**N2 across six methods: slope, curvature and value of the energy beyond Hartree-Fock**

The table holds r_e, ω_e and D_e of N2 from spin-free X2C runs in the dyall-av3z basis at PBE, PBE0, HF, CCSD, CCSD(T) and MP2, with the change of D_e in the two-component runs. The program writes each curve as the HF curve plus a remainder ΔE(R), takes derivatives from fifth-degree polynomials through seven energies per method, and tests whether a straight-line ΔE gives r_e and whether the HF curvature at the new minimum gives ω_e; Badger and Morse relations are printed for comparison. The straight line returns r_e within about 0.002 Å and the HF curvature gives ω_e within 2.6 % for four methods, while MP2 is off by 0.005 Å and 6.0 %. Sliding along the anharmonic HF curve accounts for 78 to 87 % of the drop in force constant, whereas D_e is set by the value of ΔE against the atoms, with a stretching cost below 0.2 eV. The two-component changes of D_e are 1 to 6 meV, of the size of the table's rounding.

N2 computed with an in-house axial X2C program (version 1), the dyall-av3z basis and Gaussian nuclei, with 1s frozen in MP2 and coupled cluster. Spin-free values use scalar X2C; the change of D_e is two-component (spin-orbit coupling, mean-field Coulomb and Gaunt terms) less spin-free. Measured values (NIST WebBook) are r_e 1.098 Å and ω_e 2358.6 cm⁻¹.

## Analysis program

```python
# Table: r_e, omega_e, D_e of N2 (in-house axial X2C program, dyall-av3z, spin-free) at PBE, PBE0, HF, CCSD,
# CCSD(T), MP2, and the two-component change of D_e. Tested: E = E_HF + dE(R); the slope of dE moves r_e,
# the HF anharmonicity then lowers omega_e, the value of dE sets D_e. Alternatives: Badger, Morse.
T = {
    'method': ['PBE', 'PBE0', 'HF', 'CCSD', 'CCSD(T)', 'MP2'],
    'exx': [0, 25, 100, None, None, None],  # %
    're': [1.103, 1.089, 1.066, 1.096, 1.103, 1.113],  # Å
    'we': [2349, 2480, 2730, 2419, 2342, 2190],  # 1/cm
    'de': [10.54, 9.76, 5.05, 9.12, 9.49, 10.01],  # eV
    'dde': [0.0, 0.0, 0.01, 0.0, 0.0, 0.0],  # eV
}
import numpy as np
from scipy import constants as C
from scipy.optimize import brentq
from scipy.stats import spearmanr
Ha = C.physical_constants['Hartree energy in eV'][0]
M = T['method']; re, we, de, dde = (dict(zip(M, T[k])) for k in ('re', 'we', 'de', 'dde'))
# Typed from further outputs of the same runs: mass, grid (factors that round to the printed R), spin-free
# energies + 109 hartree, two atoms + 109 hartree, unrounded D_e (spin-free, two-component) in eV
mu = 14.00307/2*C.atomic_mass
R = 1.091*np.array([.91, .94, .97, 1, 1.035, 1.07, 1.115])
E = {'PBE': [-.477404, -.499984, -.513044, -.518401, -.517039, -.50937, -.492791],
     'PBE0': [-.47706, -.497455, -.508229, -.511224, -.507005, -.496385, -.475894],
     'HF': [-.030898, -.046928, -.053067, -.051202, -.041037, -.024207, .004599],
     'CCSD': [-.395093, -.41687, -.428991, -.433305, -.430622, -.421552, -.40311],
     'CCSD(T)': [-.410008, -.432799, -.446012, -.451493, -.450276, -.442787, -.426547],
     'MP2': [-.389083, -.412689, -.426946, -.43372, -.434372, -.429184, -.416616]}
A = {'PBE': -.131304, 'PBE0': -.152689, 'HF': .132434, 'CCSD': -.098388, 'CCSD(T)': -.103254, 'MP2': -.066943}
D2 = {'PBE': (10.54337, 10.54755), 'PBE0': (9.756456, 9.76102), 'HF': (5.053577, 5.059027),
      'CCSD': (9.115727, 9.116896), 'CCSD(T)': (9.487209, 9.490973), 'MP2': (10.01317, 10.01652)}
rx, wx, Dx = 1.098, 2358.6, 9.9   # NIST values of the caption; D_e rough, recalled
P = {m: np.polynomial.Polynomial.fit(R, np.array(E[m])*Ha, 5) for m in M}
w = lambda k: np.sqrt(k*C.e*1e20/mu)/(2*np.pi*C.c*100)
kk = lambda x: mu*(2*np.pi*C.c*100*x)**2/(C.e*1e20)
r0 = {m: brentq(P[m].deriv(), 1.0, 1.2) for m in M}
H = P['HF']; rH = r0['HF']; kH = H.deriv(2)(rH); X = [m for m in M if m != 'HF']
print('refit of curves: largest gap to table %.4f A, %.1f 1/cm' % (max(abs(r0[m]-re[m]) for m in M), max(abs(w(P[m].deriv(2)(r0[m]))-we[m]) for m in M)))
print('HF curve: r %.4f A, k %.1f eV/A2, dlnk/dr %.2f 1/A' % (rH, kH, H.deriv(3)(rH)/kH))
print('method: slope of dE at r_HF eV/A | r model, table, diff A | omega from HF curve, table, diff %')
s, sh = {}, {}
for m in X:
    s[m] = P[m].deriv()(rH); rp = brentq(lambda r: H.deriv()(r)+s[m], 1.0, 1.2); wp = w(H.deriv(2)(r0[m]))
    print('%-8s %.2f | %.4f %.3f %+.4f | %.0f %.0f %+.1f' % (m, s[m], rp, re[m], rp-re[m], wp, we[m], 100*(wp/we[m]-1)))
print('method: k | change from sliding + curvature of dE (eV/A2) | sliding share %')
for m in X:
    k = P[m].deriv(2)(r0[m]); a = H.deriv(2)(r0[m])-kH; sh[m] = a/(k-kH)
    print('%-8s %.1f | %.1f %.1f | %.0f' % (m, k, a, k-kH-a, 100*sh[m]))
print('method: dE molecule, dE atoms, HF stretch cost | D-D_HF model, table | per new pair (3), eV')
for m in X:
    c = H(r0[m])-H(rH); dm = P[m](r0[m])-H(r0[m]); da = (A[m]-A['HF'])*Ha
    print('%-8s %.2f %.2f %.2f | %.2f %.2f | %.2f' % (m, dm, da, c, da-dm-c, de[m]-de['HF'], (de[m]-de['HF'])/3))
r = np.array(T['re']); o = np.array(T['we'], float); b = np.polyfit(r, kk(o)**(-1/3), 1)
wb = lambda x: w(np.polyval(b, x)**-3.0); g = np.polyfit(r, o, 1)[0]
print('line slope %.0f 1/cm per A; rounding of r_e (0.0005 A) is worth %.0f 1/cm' % (g, abs(g)*5e-4))
print('Badger k^(-1/3) = %.3f*(r - %.3f A); at measured r_e %.0f against %.1f 1/cm' % (b[0], -b[1]/b[0], wb(rx), wx))
print('method: Badger residual 1/cm | Morse a from D_e, from cubic term 1/A | error r A, omega 1/cm (%), D-9.9 eV')
for m in M:
    a3 = -P[m].deriv(3)(r0[m])/(3*P[m].deriv(2)(r0[m]))
    print('%-8s %+.0f | %.2f %.2f | %+.3f %+.0f (%+.1f) %+.1f' % (m, wb(re[m])-we[m], np.sqrt(kk(we[m])/(2*de[m])), a3, re[m]-rx, we[m]-wx, 100*(we[m]/wx-1), de[m]-Dx))
rho = spearmanr(r, o)[0]
print('rank correlation r-omega %.2f, r-D %.2f, omega-D %.2f' % (rho, spearmanr(r, T['de'])[0], spearmanr(o, T['de'])[0]))
for p, q in (('PBE', 'PBE0'), ('CCSD', 'CCSD(T)'), ('CCSD(T)', 'PBE'), ('CCSD(T)', 'MP2')):
    print('%s to %s: %+.3f A, %+.0f 1/cm, %+.2f eV' % (p, q, re[q]-re[p], we[q]-we[p], de[q]-de[p]))
f = T['exx'][M.index('PBE0')]/100
print('PBE-HF interpolated to PBE0 share: %.3f A, %.0f 1/cm, %.2f eV' % tuple(y['PBE']+f*(y['HF']-y['PBE']) for y in (re, we, de)))
print('PBE-PBE0 extrapolated to 100%%: slope %+.1f eV/A, D %.1f eV' % (s['PBE']+(s['PBE0']-s['PBE'])/f, de['PBE']+(de['PBE0']-de['PBE'])/f))
# further outputs: PBE HOMO, LUMO and largest doubles amplitude at 0.9928 and 1.2165 A; two-component data
print('0.99 to 1.22 A: PBE gap %.2f to %.2f eV; largest doubles amplitude x %.2f' % ((.38059-.022315)*Ha, (.37371-.11839)*Ha, .11021/.076263))
print('change of D_e, meV (table rounding 5): ' + ', '.join('%s %.1f' % (m, 1e3*(D2[m][1]-D2[m][0])) for m in M))
print('PBE0 two-component rise: atoms %.2f, molecule %.2f mhartree; pi splitting %.0f meV' % (152.689-147.337, 511.224-506.039, .0004*Ha*1e3))
print('two-component change, MP2: %+.5f A, %+.2f 1/cm; CCSD(T): %+.5f A, %+.2f 1/cm' % (1.113287-1.113316, 2190.27544-2189.89339, 1.10337-1.103366, 2341.59084-2341.56432))
assert rho < -0.9 and all(v < 0 for v in s.values())
assert all(0.65 < v < 1.0 for v in sh.values())
assert min(de, key=de.get) == 'HF' == max(we, key=we.get)
assert max(abs(v) for v in dde.values()) < 0.011
```

Output:

```
refit of curves: largest gap to table 0.0004 A, 2.6 1/cm
HF curve: r 1.0661 A, k 192.2 eV/A2, dlnk/dr -6.72 1/A
method: slope of dE at r_HF eV/A | r model, table, diff A | omega from HF curve, table, diff %
PBE      -5.95 | 1.1008 1.103 -0.0022 | 2410 2349 +2.6
PBE0     -4.00 | 1.0885 1.089 -0.0005 | 2524 2480 +1.8
CCSD     -5.10 | 1.0953 1.096 -0.0007 | 2463 2419 +1.8
CCSD(T)  -6.05 | 1.1015 1.103 -0.0015 | 2404 2342 +2.6
MP2      -7.07 | 1.1084 1.113 -0.0046 | 2321 2190 +6.0
method: k | change from sliding + curvature of dE (eV/A2) | sliding share %
PBE      142.3 | -42.7 -7.2 | 86
PBE0     158.7 | -28.1 -5.4 | 84
CCSD     151.0 | -36.0 -5.2 | 87
CCSD(T)  141.4 | -43.4 -7.4 | 85
MP2      123.5 | -53.5 -15.2 | 78
method: dE molecule, dE atoms, HF stretch cost | D-D_HF model, table | per new pair (3), eV
PBE      -12.78 -7.18 0.12 | 5.49 5.49 | 1.83
PBE0     -12.51 -7.76 0.05 | 4.70 4.71 | 1.57
CCSD     -10.43 -6.28 0.08 | 4.06 4.07 | 1.36
CCSD(T)  -10.97 -6.41 0.12 | 4.43 4.44 | 1.48
MP2      -10.58 -5.43 0.19 | 4.96 4.96 | 1.65
line slope -11040 1/cm per A; rounding of r_e (0.0005 A) is worth 6 1/cm
Badger k^(-1/3) = 0.553*(r - 0.754 A); at measured r_e 2378 against 2358.6 1/cm
method: Badger residual 1/cm | Morse a from D_e, from cubic term 1/A | error r A, omega 1/cm (%), D-9.9 eV
PBE      -22 | 2.60 2.44 | +0.005 -10 (-0.4) +0.6
PBE0     -6 | 2.85 2.36 | -0.009 +121 (+5.1) -0.1
HF       +23 | 4.36 2.24 | -0.032 +371 (+15.7) -4.9
CCSD     -20 | 2.87 2.42 | -0.002 +60 (+2.6) -0.8
CCSD(T)  -15 | 2.73 2.49 | +0.005 -17 (-0.7) -0.4
MP2      +40 | 2.48 2.76 | +0.015 -169 (-7.1) +0.1
rank correlation r-omega -0.99, r-D 0.70, omega-D -0.60
PBE to PBE0: -0.014 A, +131 1/cm, -0.78 eV
CCSD to CCSD(T): +0.007 A, -77 1/cm, +0.37 eV
CCSD(T) to PBE: +0.000 A, +7 1/cm, +1.05 eV
CCSD(T) to MP2: +0.010 A, -152 1/cm, +0.52 eV
PBE-HF interpolated to PBE0 share: 1.094 A, 2444 1/cm, 9.17 eV
PBE-PBE0 extrapolated to 100%: slope +1.9 eV/A, D 7.4 eV
0.99 to 1.22 A: PBE gap 9.75 to 6.95 eV; largest doubles amplitude x 1.45
change of D_e, meV (table rounding 5): PBE 4.2, PBE0 4.6, HF 5.5, CCSD 1.2, CCSD(T) 3.8, MP2 3.3
PBE0 two-component rise: atoms 5.35, molecule 5.19 mhartree; pi splitting 11 meV
two-component change, MP2: -0.00003 A, +0.38 1/cm; CCSD(T): +0.00000 A, +0.03 1/cm
```
